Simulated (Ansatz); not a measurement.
## TiSi: why energy differences converge before total energies

The calculation used DFT PBEsol, scalar-relativistic, plane waves, PAW in Ansatz 0.2.0.

```
CELL_PARAMETERS angstrom
1.81618 -2.11762 0.00000
1.81618 2.11762 0.00000
0.00000 0.00000 3.80393
ATOMIC_POSITIONS crystal
Ti 0.50000 0.50000 0.00000
Si 0.00000 0.00000 0.50000
```

The Γ-centred k-mesh is 16×16×12 and the occupation rule is Gaussian smearing, 0.1 eV. The spin treatment is unpolarised.

A second cell has all atoms moved and the lattice slightly strained:

```yaml
crystal:
  lattice:
    - [1.80959, -2.09513, -0.00546]
    - [1.83089, 2.11340, -0.00302]
    - [-0.00888, 0.00219, 3.77883]
  atoms:
    - { symbol: Ti, position: [0.49143, 0.50299, 0.98474] }
    - { symbol: Si, position: [0.96670, 0.99251, 0.49979] }
```

It ran on a 10×10×8 mesh, another than the first cell's, which shifts the difference by nearly the same amount at every cutoff. Both were run at several values of the cutoff; energies per atom at zero smearing, errors against the largest value (420 eV), which isn't proved converged itself.

| cutoff | error, first cell (meV) | error, second cell (meV) |
| --- | --- | --- |
| 250 eV | 525.21 | 526.92 |
| 300 eV | 77.13 | 77.23 |
| 350 eV | 6.86 | 6.85 |

Task: At the largest value the second cell lies 8.61 meV/atom above the first. What is the error of that difference at each value, and where does each quantity come within 1 meV/atom?

Result: The error of the difference is the second cell's error less the first's:
```
cutoff difference (meV) its error (meV)
250 eV             10.32             1.70
300 eV              8.72             0.10
350 eV              8.61            -0.01
```

No value below the largest brings the first cell's total energy within 1 meV/atom, while the difference is there from 300 eV on. Most of the error cancels, by a factor of about 735 in the median. A missing short wave mostly misdescribes the region near each nucleus, which both cells share; what doesn't cancel comes largely from the change of volume and bonding.

1 further run of this set isn't shown.

Both total energies fall steeply as the cutoff rises, as the variational principle requires when a basis is enlarged. The difference has no such bound: its error is positive at 250 eV and marginally negative at 350 eV, a sign change too small to carry meaning. The slow part probably comes mainly from titanium, whose compact, nodeless 3d shell needs shorter waves than the smoother 3s and 3p valence states of silicon. Distorting the cell changes Ti–Si hybridisation and the overlap between neighbours but barely alters the inner part of the 3d orbitals, so their basis error is nearly the same in both cells.

The cancellation therefore depends on keeping the same atoms in similar bonding states. It would probably be less complete against elemental titanium and silicon, where the d occupation and the extent of the orbitals differ more. Nor does it carry over to the stress, which at a fixed set of plane waves contains the slope of the total-energy error with basis size and can remain wrong when energy differences are already settled.
